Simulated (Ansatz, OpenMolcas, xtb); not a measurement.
Ligand exchange: SiH2(SiH3)Br + C3H8 → SiH3(SiH3) + C3H7Br

Species: SiH2(SiH3)Br, singlet; C3H8 (propane) `CCC`, singlet; SiH3(SiH3), singlet; C3H7Br (1-bromopropane) `CCCBr`, singlet. The partners trade Br for H: Si–Br and C–H bonds give way to Si–H and C–Br.

Shapes, held fixed at every level: PBE0-D4/def2-TZVP. Flexible molecules stand in one conformer, not always the lowest. Programs: Ansatz 0.2.0, OpenMolcas 26.06, xtb 6.7.1. A level may come from different programs for different species; with the same settings they agree closely. Electronic energies: no zero-point or thermal term.

Task: Estimate ΔE of this reaction.

Result: The highest level, CCSD(T)/def2-TZVPP, gives ΔE = +131.6 kJ/mol; the levels span +130.9 to +194.0. GFN1-xTB strays far from the other rows. The column of differences is taken from that level and isn't an error. No measured value is set beside it here. Relativity is left out for Br unless named. Correlated rows may include outer-core shells of Br, which these sets cover unevenly.

```json
{"level": "GFN1-xTB", "kind": "semi-empirical", "ΔE (kJ/mol)": "+194.0", "less CCSD(T)/def2-TZVPP": "+62.4"}
{"level": "B3LYP/6-31G* (Cartesian functions)", "kind": "global hybrid", "ΔE (kJ/mol)": "+130.9", "less CCSD(T)/def2-TZVPP": "-0.7"}
{"level": "PBE0-D4/def2-TZVPP", "kind": "global hybrid", "ΔE (kJ/mol)": "+137.8", "less CCSD(T)/def2-TZVPP": "+6.2"}
{"level": "wB97M-V/def2-TZVPP", "kind": "range-separated hybrid", "ΔE (kJ/mol)": "+137.7", "less CCSD(T)/def2-TZVPP": "+6.1"}
{"level": "wB97X-V/def2-TZVPP", "kind": "range-separated hybrid", "ΔE (kJ/mol)": "+135.4", "less CCSD(T)/def2-TZVPP": "+3.8"}
{"level": "MP2/def2-TZVPP", "kind": "perturbation theory", "ΔE (kJ/mol)": "+136.6", "less CCSD(T)/def2-TZVPP": "+5.0"}
{"level": "CCSD/def2-TZVPP", "kind": "coupled cluster or CI", "ΔE (kJ/mol)": "+134.0", "less CCSD(T)/def2-TZVPP": "+2.4"}
{"level": "CCSD(T)/def2-TZVPP", "kind": "coupled cluster or CI", "ΔE (kJ/mol)": "+131.6", "less CCSD(T)/def2-TZVPP": "0.0"}
```

Moving bromine from silicon to carbon is strongly uphill at every level, with CCSD(T) putting the cost at +131.6 kJ/mol. Both exchanges push the same way. Silicon is more electropositive than carbon, so its bond to bromine is more polar and gains more ionic stabilisation, probably helped a little by donation from bromine lone pairs into σ* orbitals on silicon. Hydrogen has the opposite preference, since its 1s orbital overlaps better with the compact valence orbitals of carbon than with the diffuse ones of silicon. The reaction therefore gives up a strong Si–Br and a strong C–H bond for a weaker Si–H and a weaker C–Br bond. Read backwards, this is the driving force behind the familiar reduction of alkyl bromides by hydrosilanes. The near-match of B3LYP in its small basis with CCSD(T) probably owes something to cancelling errors, and doesn't rank it above the other hybrids. A single reaction energy can't show how the cost divides between the bromine and hydrogen exchanges.
